In platinum, a pressure of 1 GPa corresponds to a change of about one thousandth in the edge of the crystal. It also corresponds to an energy slope of only about 0.006 eV per atom for each Å³ of volume. A pressure is therefore a magnifying glass for small errors in length and energy, and eight calculations on the same crystal show how strongly it magnifies.

Pressure of fcc platinum at a fixed volume of 15.08 Å³ per atom, from Kohn–Sham DFT with PBE, without spin polarisation or spin–orbit coupling, on a 12×12×12 k mesh with Fermi–Dirac smearing of 0.05 eV. Basis values in eV are plane-wave cutoffs. Pressure is positive in compression, and the value for Ansatz with its PAW potential leaves out the Pulay correction.

```
         program                              potentials                      basis  pressure (GPa)
Quantum ESPRESSO                 SSSP 1.3 efficiency PBE                     748 eV           9.440
           JDFTx          PseudoDojo SR PBE 0.5 standard                    1143 eV           9.670
          ABACUS     PseudoDojo NC SR 0.4.1 PBE standard                    1143 eV           9.700
            GPAW    GPAW PAW data sets (gpaw data 1.2.1)                     600 eV           9.780
          Ansatz                              Ansatz PAW                     420 eV          10.190
     Ansatz LAPW  all electron LAPW, scalar relativistic  0.001 eV/atom basis error          10.220
          ABINIT                        JTH PAW PBE v2.0                     435 eV          11.110
          SIESTA              PseudoDojo 0.4 standard NC                        DZP          13.140
```

### 1. Why is the pressure positive in every row?

Pressure is minus the slope of the energy against volume. A positive value means that the energy would fall if the cell were allowed to grow, so the calculated crystal pushes outwards against the cell it was given. All eight calculations agree on this sign, although their potentials and basis sets are not the same.

The cell is close to that of real platinum, which sits there at practically no pressure. The push comes mainly from the functional: PBE is known to bind heavy transition metals somewhat too weakly and to make their crystals too large. Spin–orbit coupling, absent from all rows, would shift the value somewhat. Zero-point motion and heat are also left out, but they normally expand a crystal and would add to the push.

### 2. How much larger does the crystal want to be?

The bulk modulus B says how much pressure a given relative change of volume costs. For a small change, the relative gain in volume on release is P/B, where P is the pressure. Volume goes as the cube of the edge, so the edge grows by a third of that: **Δa/a ≈ P/(3B)**.

Take the all-electron row, Ansatz LAPW, which needs no pseudopotential and is the natural reference. With its 10.22 GPa and a rough recalled B of 250 GPa, the relative growth is 10.22/(3 × 250), or about 1.4 %. On a cubic edge of 3.92 Å that makes about 0.05 Å.

The size is right, since PBE is known to overestimate this edge by roughly 1 %. No row of the table was used to set B, so B is independent of the pressures that it translates. If B is taken as that of the relaxed metal, the growth comes out slightly too large, because a compressed metal is stiffer and the formula holds B constant.

### 3. Is a disagreement of 1 or 2 GPa between programs serious?

Leaving out SIESTA, the pressures spread over 1.67 GPa. That looks poor beside a mean of about 10 GPa, yet the same formula turns it into less than 0.01 Å of cubic edge. The programs nearly agree on how large platinum should be, and the stiffness of the metal makes the small remainder look big.

The formula also tells what another element would do. In a metal with a third of the stiffness, the same relative error in length would appear as a third of the pressure. A spread in GPa should therefore be divided by the bulk modulus before one material is called harder to calculate than another. Stiff metals such as platinum are a severe test of a stress and a mild test of a lattice constant.

### 4. Why does SIESTA give by far the highest pressure?

SIESTA lies 2.92 GPa above the all-electron row, or 29 % of that row's value. The best comparison is with ABACUS, which uses the same family of potentials and the same number of active electrons. What differs most is the basis: ABACUS describes the electrons with plane waves, which fill all space evenly, and SIESTA with a small set of orbitals centred on the atoms.

A smaller basis leaves the electrons less freedom, and their energy comes out too high. If the two potentials are taken as equal, SIESTA's energy lies 0.45 eV per atom above that of ABACUS. The run also warns that its basis is short in the valence orbitals that lie over the semicore shells, the filled 5s and 5p shells, which lie deeper than the valence electrons. The atomic level from which those orbitals are built is off by about 1 eV.

An energy error does not by itself disturb the pressure. If it were the same at every volume, it would drop out of the slope. Because pressure is minus the slope of the energy, the 3.44 GPa between the two programs already tell how the gap of 0.45 eV behaves: it shrinks by about 0.02 eV when each atom gains 1 Å³. Put differently, it falls by 0.7 % for each 1 % of added volume.

A basis error of this size needs only a weak dependence on volume to do that, which makes the short basis a very probable cause. Why the gap shrinks and does not grow is harder to argue. Squeezing reshapes the electron cloud, which a small atomic basis follows badly, but it also brings the neighbours' orbitals closer, where they help to fill the gaps. A larger orbital basis in the same cell would put the explanation to the test: if SIESTA's energy and pressure both fall towards those of ABACUS, the basis was to blame.

### 5. Can freezing inner electrons raise the pressure too?

It can, by the same logic. Any restriction on the electrons costs energy, and it adds to the pressure if the cost grows as the crystal is squeezed. A frozen shell keeps the shape that it had in the free atom. The closer the neighbours come, the more that shell would like to adjust, and the more it costs to forbid it.

ABINIT, the second highest row, may be such a case. Its potential leaves 10 electrons per atom active and freezes the 5s and 5p shells, whereas every other row lets at least the 5p electrons respond. Its pressure is 0.89 GPa above the all-electron value, in the direction that the argument predicts.

This is a possible cause and not an established one, because ABINIT's potential and cutoff differ from those of the other rows in more than the frozen shells. Such other differences matter: Quantum ESPRESSO and GPAW freeze the 5s shell, and yet they lie below the all-electron value, Quantum ESPRESSO by almost as much as ABINIT lies above it. The test is simple: keep the program and the cell, and replace the potential by one that treats 5s and 5p as active. If the excess goes away, the case against the frozen shells becomes strong, though a new potential may differ in other ways too.

### 6. If the occupied levels are right, is the pressure right as well?

No, and SIESTA shows it. At the centre of the Brillouin zone, its highest occupied levels lie within 0.03 eV of the all-electron ones when both are counted from the Fermi energy. In all eight calculations these levels agree to better than 0.05 eV, a sign that all have found the same metallic state. SIESTA's pressure is nevertheless far off. So is its first empty level at the same point, which lies more than twice as far above the Fermi energy as in the all-electron run, another sign of a short basis.

The two quantities ask different things of a calculation. A level counted from the Fermi energy is a difference within one crystal, so an error that moves all levels together disappears. The pressure compares the total energy of the crystal with that of a slightly larger one, and every active electron contributes to it. When each atom gains 1 Å³, the energy change that separates SIESTA from ABACUS is only about 0.02 eV, which is about the size of the small deviations of SIESTA's occupied levels from the all-electron ones.

Good occupied levels are therefore no licence to use the stress from the same run. A basis that serves well for levels near the Fermi energy has to be tested again, on the pressure itself, before a cell is relaxed with it.

### 7. Which digits can be trusted?

The hundredths cannot. Ansatz with its PAW potential lies 0.03 GPa below the all-electron row, which looks like perfect agreement. Its pressure in the table, however, leaves out the Pulay correction, which accounts for the change of the plane-wave basis when the cell is strained. With the correction, the same run lies 0.05 GPa above the reference, so even the sign of the difference depends on whether this correction is included.

The reference has a limit of its own. Its basis was chosen for an error of about 0.001 eV per atom, and an error of that size that built up over 1 Å³ would shift the pressure by 0.16 GPa. The tenths are thus the last place worth reading, even in the best rows. JDFTx and ABACUS, which are 0.03 GPa apart, should be read as equal.

Between different potentials, the uncertainty is larger. Quantum ESPRESSO, JDFTx, ABACUS and GPAW lie 4 to 8 % below the all-electron value, and their potentials and cutoffs are not all the same. Raising the cutoff in one program separates the two sources: what moves was basis error, and what stays belongs mostly to the potential. All rows also share one k mesh, so their agreement says nothing about the error of that mesh. For platinum in this cell, with PBE and these settings, "about 10 GPa, give or take 1" covers every row but two: ABINIT lies just outside it and SIESTA far outside.

### 8. What does this mean for a stressed platinum electrode?

Platinum films serve as electrodes under ferroelectric and other oxide layers, and their stress after deposition and annealing matters for adhesion and for the layer above. Such stresses are roughly 1 GPa or less. A calculation in the measured cell starts with a false pressure ten times as large, and the film stress would drown in it.

The remedy is to let each program find its own zero. Relax bulk platinum first, with the same functional, potential and basis that will be used later, and apply the strain of the film to that relaxed cell. The constant part of the error, whether it comes from the functional, the basis or a frozen shell, then drops out. What remains is the change of stress with strain, which is what the engineer wants.

The relaxed cell should not be carried from one program to another without a check of the pressure. A cell relaxed with the all-electron method and then read by SIESTA can be expected to start with a false pressure of 2 to 3 GPa, more than the film stress itself. The mismatch in edge behind it is only about 0.015 Å, easy to overlook in a list of lattice constants and too large to ignore in a stress.
